\paragraph{Note 1: conventions and the result.}
Hartree atomic units are used ($\hbar=m=e^2=1$). The gas is three-dimensional, spin-unpolarised and at zero temperature, with $n=3/(4\pi r_s^3)=k_F^3/3\pi^2$ and $\omega_p=\sqrt{4\pi n}$. The symbol $f(\omega)$ denotes the retarded longitudinal exchange-correlation kernel with $q\to0$ taken first, at fixed $\omega$; its imaginary part is odd in $\omega$. With $x=\omega/2\omega_p$, Qian and Vignale (2002) write
\begin{equation}
\mathrm{Im}f=-\frac{2\omega_p}{n}\Phi(x),\qquad
\Phi(x)=\frac{a\,x}{(1+bx^2)^{5/4}}+x^3e^{-(|x|-W)^2/G}.
\label{qv}
\end{equation}
Four conditions fix four constants. The slope at $\omega=0$ is $-a/n$ and is supplied from outside. At large $x$ only the first term survives, $\Phi\to a b^{-5/4}x^{-3/2}$, and matching to the exact tail $-c\,\omega^{-3/2}$, with $c=23\pi/15$ (Glick and Long), gives $b^{5/4}=a(2\omega_p)^{5/2}/(nc)$. The second term of $\Phi$, taken alone, has logarithmic derivative $3/x-2(x-W)/G$, which vanishes at $x=1$ if $W=1-3G/2$. The Kramers--Kronig relation at $\omega=0$ reads $f(\infty)-f(0)=-(2/\pi)\int_0^\infty \mathrm{Im}f\,d\omega/\omega$, so that
\begin{equation}
\Delta\equiv\frac{n[f(\infty)-f(0)]}{2\omega_p}=\frac{2}{\pi}\int_0^\infty\frac{\Phi}{x}\,dx=I_a+J(G),
\label{kk}
\end{equation}
\begin{equation}
I_a=\frac{4\sqrt{2\pi}\,a}{\Gamma(1/4)^2\sqrt b},\qquad
J=\frac{2WGe^{-W^2/G}+\sqrt{\pi G}\,(G+2W^2)\,[1+\mathrm{erf}(W/\sqrt G)]}{2\pi}.
\end{equation}
The first integral is a beta function, $\int_0^\infty(1+bx^2)^{-5/4}dx=\sqrt{\pi/b}\,\Gamma(3/4)/2\Gamma(5/4)$; the second follows on shifting $x$ by $W$ and integrating the quadratic term by parts.

\paragraph{Note 2: where the assumption enters.}
Equation~(\ref{kk}) is no better than its left side. The upper end $f(\infty)$ follows from the ground-state energy. The lower end does not, and the shortcut is to insert the adiabatic local-density value
\begin{equation}
f(0)\;\to\;f_{\rm A}=\frac{d^2(n\varepsilon_{xc})}{dn^2},\qquad nf_{\rm A}=\frac{r_s^2\varepsilon_{xc}''-2r_s\varepsilon_{xc}'}{9},
\end{equation}
where $\varepsilon_{xc}$ is the energy per electron and primes are $r_s$ derivatives. But $f_{\rm A}$ is fixed by the compressibility sum rule, in which $\omega\to0$ comes first and $q\to0$ second. Equation~(\ref{qv}) lives in the opposite order of limits. The two limits differ by a shear modulus $\mu_{xc}$. The parametrisation has room for it, but since the ground-state energy does not determine it, it is often set to zero. This is the assumption examined here. It touches neither $a$ nor $b$; it enters only through $\Delta$, and therefore falls entirely on the Gaussian term.

\paragraph{Note 3: the kernel is an elastic modulus.}
For $\omega\gg qk_F$ the Lindhard function is $\chi_0=(nq^2/\omega^2)[1+3k_F^2q^2/5\omega^2+\dots]$, and the pole condition $1=(4\pi/q^2+f)\chi_0$ gives, to order $q^2$,
\begin{equation}
\omega^2=\omega_p^2+q^2\left[\tfrac35k_F^2+nf(\omega_p)\right].
\label{pl}
\end{equation}
A charged isotropic elastic medium with mass density $n$, bulk modulus $K$ and shear modulus $\mu$ has $\omega^2=\omega_p^2+q^2(K+\frac43\mu)/n$. For free electrons $K_0=\frac23n\epsilon_F$ with $\epsilon_F=k_F^2/2$, which accounts for only $k_F^2/3$; the remainder requires $\mu_0=\frac25n\epsilon_F$, since $\frac23+\frac8{15}=\frac65$. Even the non-interacting gas is rigid against shear in this order of limits. For the exchange-correlation parts,
\begin{equation}
n^2f(\omega)=K_{xc}(\omega)+\tfrac43\mu_{xc}(\omega).
\label{mod}
\end{equation}
The moduli are obtained by straining a periodic box, $x_i\to e^{s_i}x_i$, so that allowed wavevectors go as $k_i\to e^{-s_i}k_i$. For $\sum_is_i=0$ the volume is exactly conserved and the energy density rises by $\mu\sum_is_i^2$. Two averages over unit vectors $\hat n$ recur: $\langle\hat n_i^2\rangle=\frac13$ and, for traceless strain, $\langle(\sum_is_i\hat n_i^2)^2\rangle=\frac2{15}\sum_is_i^2$.

\paragraph{Note 4: the upper end, from a sudden strain.}
At infinite frequency the wave function is carried along rigidly. The kinetic energy per electron $t$ becomes $\frac t3\sum_ie^{-2s_i}=t(1+\frac23\sum_is_i^2)$, which for $t=\frac35\epsilon_F$ returns $\mu_0$. The potential energy $u$ is multiplied by $\langle(\sum_ie^{2s_i}\hat n_i^2)^{-1/2}\rangle=1+(-\frac13+\frac32\cdot\frac2{15})\sum_is_i^2=1-\frac2{15}\sum_is_i^2$. Under rigid isotropic scaling $t\propto n^{2/3}$ and $u\propto n^{1/3}$, so $K=n^2d^2(n\varepsilon)/dn^2=n(\frac{10}9t+\frac49u)$. Keeping the correlation part $t_c$ of the kinetic energy,
\begin{equation}
\mu_{xc}(\infty)=n\left(\tfrac23t_c-\tfrac2{15}u\right),\qquad nf(\infty)=2t_c+\tfrac4{15}u,
\label{inf}
\end{equation}
which is the third-moment sum rule at long wavelength. The virial theorem gives $t_c=-\varepsilon_{xc}-r_s\varepsilon_{xc}'$ and $u=2\varepsilon_{xc}+r_s\varepsilon_{xc}'$.

\paragraph{Note 5: the lower end, from a slow strain.}
When $\omega\to0$ after $q\to0$, correlations readjust, but quasiparticle occupations stay attached to their quantum numbers, because at zero temperature the collision rate vanishes as $\omega^2$, faster than $\omega$. An isotropic strain keeps the Fermi surface spherical, so $K_{xc}(0)=n^2f_{\rm A}$. A traceless strain leaves an ellipsoid, displaced by $\delta k(\hat n)=-k_F\sum_is_i\hat n_i^2$, a pure $l=2$ harmonic. Only full relaxation to the sphere would give $\mu=0$. Expand the spin-symmetric Landau interaction with the bare density of states $k_F/\pi^2$,
\begin{equation}
\frac{k_F}{\pi^2}f^s(\cos\theta)=\sum_lA_lP_l(\cos\theta),
\end{equation}
so that the usual parameters are $F_l=m^*A_l$ and Galilean invariance, $m^*=1+F_1/3$, becomes $1/m^*=1-A_1/3$. There are $k_F^2/\pi^2$ states per unit volume and unit radial displacement. The quasiparticle term of the Landau functional costs $\frac12(k_F^2/\pi^2)(k_F/m^*)\langle\delta k^2\rangle$, and the interaction term costs $\frac12(k_F^3/\pi^2)(A_2/5)\langle\delta k^2\rangle$, the factor $1/5$ coming from the addition theorem. With $\langle\delta k^2\rangle=\frac2{15}k_F^2\sum_is_i^2$ and $k_F^5/15\pi^2=\mu_0$,
\begin{equation}
\mu_{xc}\equiv\mu_{xc}(0)=\mu_0\left(\frac{A_2}5-\frac{A_1}3\right),\qquad f(0)=f_{\rm A}+\frac{4\mu_{xc}}{3n^2}.
\label{mu}
\end{equation}
In terms of $F_l$ the bracket is $(F_2/5-F_1/3)/(1+F_1/3)$; with $A_l$ it is linear in the interaction.

\paragraph{Note 6: evaluating the modulus.}
Let parallel-spin quasiparticles interact through screened exchange, $f_{\uparrow\uparrow}=-4\pi/(|\mathbf k-\mathbf k'|^2+k_s^2)$ and $f_{\uparrow\downarrow}=0$, with the Thomas--Fermi value $k_s^2=4k_F/\pi$ held fixed. Define $\lambda^2=4k_F^2/k_s^2=\pi k_F$ and $z=1+\epsilon$, $\epsilon=2/\lambda^2$. On the Fermi surface $(k_F/\pi^2)f^s=-\lambda^{-2}/(z-\cos\theta)$, and Neumann's integral $Q_l(z)=\frac12\int_{-1}^1P_l(y)\,dy/(z-y)$ gives $A_l/(2l+1)=-Q_l(z)/\lambda^2$. Hence
\begin{equation}
\mu_{xc}=\frac{nk_F}{5\pi}\,[Q_1(z)-Q_2(z)],\qquad
Q_1-Q_2=\tfrac12+\tfrac32\epsilon-\left(\epsilon+\tfrac34\epsilon^2\right)\ln\left(1+\tfrac2\epsilon\right).
\label{scr}
\end{equation}
Without screening each $Q_l$ diverges logarithmically, which is the Hartree--Fock mass singularity, but $P_1-P_2=\frac12(1-y)(1+3y)$ cancels the pole and leaves $Q_1-Q_2=\frac12$, so $\mu_x=nk_F/10\pi$ in strict first order. Forward scattering does not resist a change of shape.

\paragraph{Note 7: why the omission is worst at high density.}
In first order $t_c=0$ and $u=-3k_F/4\pi$. Equation~(\ref{inf}) then gives $\mu_{xc}(\infty)=nk_F/10\pi=\mu_x$ and $nf(\infty)=-k_F/5\pi$, while $nf_{\rm A}=-k_F/3\pi$. Equation~(\ref{mu}) yields $nf(0)=(k_F/\pi)(-\frac13+\frac2{15})=-k_F/5\pi$. The two ends coincide, as they must: the first-order energy is evaluated in a determinant, which cannot tell a sudden strain from a slow one, and absorption at $q\to0$ needs two electron--hole pairs and so starts in second order. With $\mu_{xc}=0$ the cancellation is lost, and $\Delta$ acquires the first-order piece
\begin{equation}
\Delta_x=\frac{2k_F/15\pi}{2\omega_p}=0.0235\,r_s^{1/2}.
\end{equation}
With (\ref{scr}) restored, the uncancelled exchange remainder $\frac43(\mu_x-\mu_{xc})/n\simeq(4k_F/15\pi)\,\epsilon\ln(2/\epsilon)$ and the correlation part of $n[f(\infty)-f_{\rm A}]$ both grow only as $\ln(1/r_s)$, so $\Delta$ is of order $r_s^{3/2}\ln(1/r_s)$. As $r_s\to0$ the assumption $\mu_{xc}=0$ therefore makes the Gaussian carry a weight that is parametrically larger than the whole correct one.

\paragraph{Note 8: inputs at $r_s=1$.}
Here $n=0.2387$, $k_F=1.9192$, $2\omega_p=3.4641$ ($\omega_p=47.1$~eV) and $\lambda^2=6.0292$. Numbers are carried unrounded between steps. Two inputs are assumed. The first is the Perdew--Wang (1992) fit
\begin{equation}
\varepsilon_c=-2A(1+\alpha_1r_s)\ln\left[1+\frac1{2A(\beta_1r_s^{1/2}+\beta_2r_s+\beta_3r_s^{3/2}+\beta_4r_s^2)}\right]
\end{equation}
with assumed constants $A=0.031091$, $\alpha_1=0.21370$, $\beta_1=7.5957$, $\beta_2=3.5876$, $\beta_3=1.6382$, $\beta_4=0.49294$. It gives $\varepsilon_c=-0.05977$, $\varepsilon_c'=0.02305$, $\varepsilon_c''=-0.02688$, and with exchange added $t_c=0.03672$, $u=-0.55466$, $nf(\infty)=-0.0745$, $nf_{\rm A}=-0.2117$. The second is the Qian--Vignale slope from second order in the statically screened interaction, assumed without derivation:
\begin{equation}
a=\frac{2r_s^{3/2}}{45\pi\lambda}\left[\left(\lambda+\frac7\lambda\right)\arctan\lambda-5-\frac{2\arctan p}{p}\right],\qquad p=\lambda\sqrt{2+\lambda^2}.
\end{equation}
It gives $a=0.005026$; the tail condition, $b=12\,(20a/23)^{4/5}$ at this density, gives $b=0.1555$; and $I_a=0.0097$. With $\mu_{xc}=0$ one finds $\Delta_0=0.0396$, of which 59\% is $\Delta_x$, and the Gaussian must supply $J_0=0.0299$.

\paragraph{Note 9: which root, and what $G$ controls.}
$J(G)$ vanishes as $2\sqrt{G/\pi}$ for small $G$ and decays again for large $G$, so (\ref{kk}) has two roots. The small one, $G=7.0\times10^{-4}$ for $J_0$, is a spike of unit height at $2\omega_p$; the broad branch is the one meant, with $G_0=1.459$ and $W_0=-1.188$. A negative $W$ puts the centre of the Gaussian outside the range of $|x|$. For $x>0$ the term can be written $e^{-W^2/G}x^3e^{-(3-2/G)x-x^2/G}$, with $W^2/G=9G/4-3+1/G$, and its height at $x=1$ is exactly $e^{-9G/4}$. Because the prefactor of the Gaussian in (\ref{qv}) is fixed at unity, $G$ acts mainly as an amplitude control on this branch. The logarithmic slope $\kappa=-d\ln J/dG$ tends to $9/4$ at large $G$ and equals $2.15$ at $G_0$.

\paragraph{Note 10: the first correction.}
Restoring (\ref{mu}) lowers the left side of (\ref{kk}) and leaves $I_a$ alone:
\begin{equation}
J=J_0-\delta,\qquad\delta=\frac{4\mu_{xc}}{3n\,(2\omega_p)},\qquad
\delta G=\frac{\delta}{\kappa J_0},\qquad\delta W=-\tfrac32\,\delta G,
\label{corr}
\end{equation}
the last two to first order in $\mu_{xc}$. Since $\kappa$ hardly varies along the branch, the better form is $\delta G=-\kappa^{-1}\ln(1-\delta/J_0)$. The height of the Gaussian term at $x=1$ is multiplied by $e^{-9\delta G/4}$, which is close to $1-\delta/J_0$ because $\kappa$ is close to $9/4$. A positive shear modulus thus scales the two-plasmon hump down nearly in proportion to the weight removed and changes its shape little.

\paragraph{Note 11: the size at $r_s=1$.}
With $\epsilon=0.332$, (\ref{scr}) gives $Q_1-Q_2=0.190$, so screening leaves 38\% of the bare modulus. The small-$\epsilon$ form $\frac12+\frac32\epsilon-\epsilon\ln(2/\epsilon)$ gives $0.40$ instead: for this quantity $r_s=1$ is not yet high density, and the closed expression must be kept. Then $4\mu_{xc}/3n=0.0309$ moves $nf(0)$ from $-0.2117$ to $-0.1808$, by 15\% of its magnitude, and $\delta=0.0089$, $\delta/J_0=0.298$. The linear formula gives $\delta G=0.14$, the logarithmic one $0.165$, and the full root $0.164$. The model's values for the three choices are:
\begin{center}
\begin{tabular}{lccccccc}
$f(0)$ from & $\mu_{xc}/n$ & $\Delta$ & $J$ & $G$ & $W$ & $\Phi(1/2)$ & $\Phi(1)$\\\hline
$\mu_{xc}=0$ & 0 & 0.0396 & 0.0299 & 1.459 & $-1.188$ & 0.0201 & 0.0418\\
screened exchange & 0.0232 & 0.0307 & 0.0210 & 1.623 & $-1.434$ & 0.0149 & 0.0302\\
bare exchange & 0.0611 & 0.0161 & 0.0064 & 2.166 & $-2.249$ & 0.0062 & 0.0118
\end{tabular}
\end{center}
The third and fourth figures serve to reproduce the arithmetic and carry no physical weight. The smooth term contributes $0.0024$ to $\Phi(1/2)$ and $0.0042$ to $\Phi(1)$ in every row. The bare row combines a first-order modulus with all-order ends of the sum rule and shows only how much the screening in (\ref{scr}) matters. A 15\% change of the static kernel becomes a 30\% change of the Gaussian weight, because $J$ is what remains after $f(\infty)$ and $I_a$ have been subtracted.

\paragraph{Note 12: an observable.}
Taking the imaginary part of (\ref{pl}) to first order gives $\mathrm{Im}\,\omega=q^2n\,\mathrm{Im}f(\omega_p)/2\omega_p=-q^2\Phi(1/2)$, the damping of the long-wavelength plasmon outside the single-pair continuum. The coefficient of $q^2$ falls from $0.0201$ to $0.0149$, by 26\%, and $\Phi(1)$ falls by 28\%. The low-frequency slope and the $\omega^{-3/2}$ tail do not move. The assumption is therefore invisible in the two limits that are usually inspected and concentrated in the window $\omega\sim\omega_p$ to $2\omega_p$ and somewhat above, where no exact condition other than (\ref{kk}) acts.

\paragraph{Note 13: a competitor, the peak condition.}
The relation $W=1-3G/2$ places the maximum of the second term $g(x)$ of $\Phi$ at $x=1$, not that of $\Phi$. The first term $\sigma(x)$ has slope $\sigma'(1)=a(1-\frac32b)(1+b)^{-9/4}=0.0028$, and $g''(1)=-(3+2/G)g(1)$, so the maximum of $\Phi$ lies higher by $\sigma'(1)/[(3+2/G)e^{-9G/4}]$ to first order: $0.017$ at $G_0$ and $0.025$ in the screened row. Demanding $\Phi'(1)=0$ replaces the relation by $W=1-3G/2-\eta$ with $\eta=G\sigma'(1)/2g(1)=0.054$ at $G_0$. Holding $J$ fixed, with $\partial\ln J/\partial W=2.91$ at fixed $G$, requires $\delta G=-\eta\,(\partial\ln J/\partial W)/\kappa=-0.073$. In the parameter $G$ this is nearly half the shear correction, with the opposite sign. In the function the two shifts largely cancel, since the weight is unchanged:
\begin{equation}
\delta\ln g(1)=-\tfrac94\delta G-3\eta=0.002,\qquad
\delta\ln g(\tfrac12)=-\left(\tfrac94-\tfrac1{4G^2}\right)\delta G-\left(3-\tfrac1G\right)\eta=0.031.
\end{equation}
Parameter sets should hence be compared through $\Phi$ and not through $G$; judged so, the peak condition costs about 3\% at $\omega_p$, roughly a tenth of the shear correction.

\paragraph{Note 14: what limits the estimate.}
Equation~(\ref{mu}) is exact within Landau theory, and $\mu_x$ is exact in first order. Equation~(\ref{scr}) is a model. It omits the frequency dependence of screening, the quasiparticle renormalisation factors, the change of the screening with the occupations and hence all antiparallel-spin interaction. These are corrections of relative order $1/\lambda^2=0.17$ with coefficients not determined here, and they act on a quantity that screening has already cut to 38\% of its first-order value, so a change of some tens of per cent in $\mu_{xc}$ cannot be excluded. The sensitivity is mild: each 10\% in $\mu_{xc}$ moves the screened-row $J$ by 4\%. The assumed slope rests on a similar screened expansion; as $I_a\propto a/\sqrt b\propto a^{3/5}$ at fixed density, each 10\% in $a$ moves that $J$ by 3\% to first order. Neither rivals the correction itself, but together they leave one significant figure: in this model at $r_s=1$, setting $\mu_{xc}=0$ in the sum rule overloads the Gaussian term, and restoring the modulus removes about three tenths of its weight and about a quarter of the plasmon damping coefficient.